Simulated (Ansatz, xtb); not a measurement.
Two isomers of B2H4Si

Structure a: `B1B[SiH2]1`, a singlet. Structure b: `B[Si]B`, a singlet. Both are isolated molecules in the gas phase, relaxed with PBE0-D4/def2-TZVP; the shapes shown needn't be the lowest conformers.

a (Å):

```xyz
7

B     0.4342    0.9616    0.3574
B    -0.7413    0.5955   -0.4620
Si    0.0842   -1.0330    0.4155
H    -1.6661    0.2255   -1.0944
H     1.3796    1.1740    1.0305
H    -0.7656   -2.1601   -0.0400
H     1.1517   -1.5621    1.2989
```

b (Å):

```xyz
7

B    -0.7469   -0.4187    3.3422
B     0.1804    0.3312    1.0857
Si   -0.8279   -1.2196    1.5994
H    -1.6254    0.3004    3.7245
H     0.1264   -0.7119    4.1079
H    -0.3748    1.3118    0.6792
H     1.3777    0.3008    1.0631
```

Energies in hartree; the thermal terms are from PBE0-D4/def2-TZVP harmonic frequencies (ideal gas, rigid rotor, one conformer each, 298.15 K, 1 atm) and include the zero-point energy:

|  | a | b |
| --- | --- | --- |
| E, CCSD(T)/def2-TZVPP | −340.923381 | −340.912209 |
| zero-point energy | 0.038813 | 0.039579 |
| H(298 K) − E | 0.044938 | 0.045868 |
| G(298 K) − E | 0.012918 | 0.013115 |

**Question.** Work out ΔE, ΔE₀, ΔH and ΔG for a → b in kcal/mol (1 Eh = 627.51 kcal/mol) and the equilibrium ratio [b]/[a].

**Answer.** 1. ΔE = −340.912209 − (−340.923381) = +0.011172 Eh = +7.01 kcal/mol.
2. ΔE₀ = ΔE + ΔZPE = +0.011172 + (+0.000766) Eh = +7.49 kcal/mol.
3. ΔH = ΔE + (+0.000930) Eh = +7.59 kcal/mol.
4. ΔG = ΔE + (+0.000197) Eh = +7.13 kcal/mol, so ΔS = (ΔH − ΔG)/T = +6.5 J/(mol K).
5. kT = 0.9442 mEh, so K = [b]/[a] = exp(−ΔG/kT) = exp(−12.04) ≈ 5.9 × 10^−6.

Structure a is favoured at this temperature. An error of 1 kcal/mol in ΔG would change K by a factor of 5.4. HF/def2-TZVPP gave ΔE the other sign. Large T1 diagnostics make the coupled-cluster value less sure. Mirror images and further conformers aren't counted.

As drawn, b has 2 B–H in place of 1 B–B, 2 Si–H. Structure a has a 3-membered ring, b no ring.

Other levels gave ΔE = +7.4 (PBE0-D4/def2-TZVP); −3.7 (HF/def2-TZVPP); +11.9 (MP2/def2-TZVPP) kcal/mol. The correlated steps freeze 7 core orbitals. Programs: Ansatz 0.2.0.

The preference for the ring is almost entirely electronic, since the thermal terms nearly cancel. The bond count hides the reason. In a, all seven atoms lie in one plane, including the four-coordinate silicon, and the H–B–B–H unit is nearly linear with a short B–B contact. This suggests a two-electron π system shared by boron and silicon, analogous to the cyclopropenium cation, with electron-deficient σ bonding in the ring.

Isomer b is a silylene. Its BH2 groups stand perpendicular to the B–Si–B plane, so their empty p orbitals can accept the silicon lone pair, consistent with the short Si–B bonds and acute angle at silicon. This delocalisation probably keeps the open form competitive despite its divalent silicon.

Hartree–Fock favours b, whereas MP2 favours a more strongly than CCSD(T) does, so the order hinges on electron correlation, which is probably larger in the compact multicentre bonding of the ring. The small equilibrium ratio says nothing about how quickly b would rearrange, as hydrogen must migrate between boron and silicon.
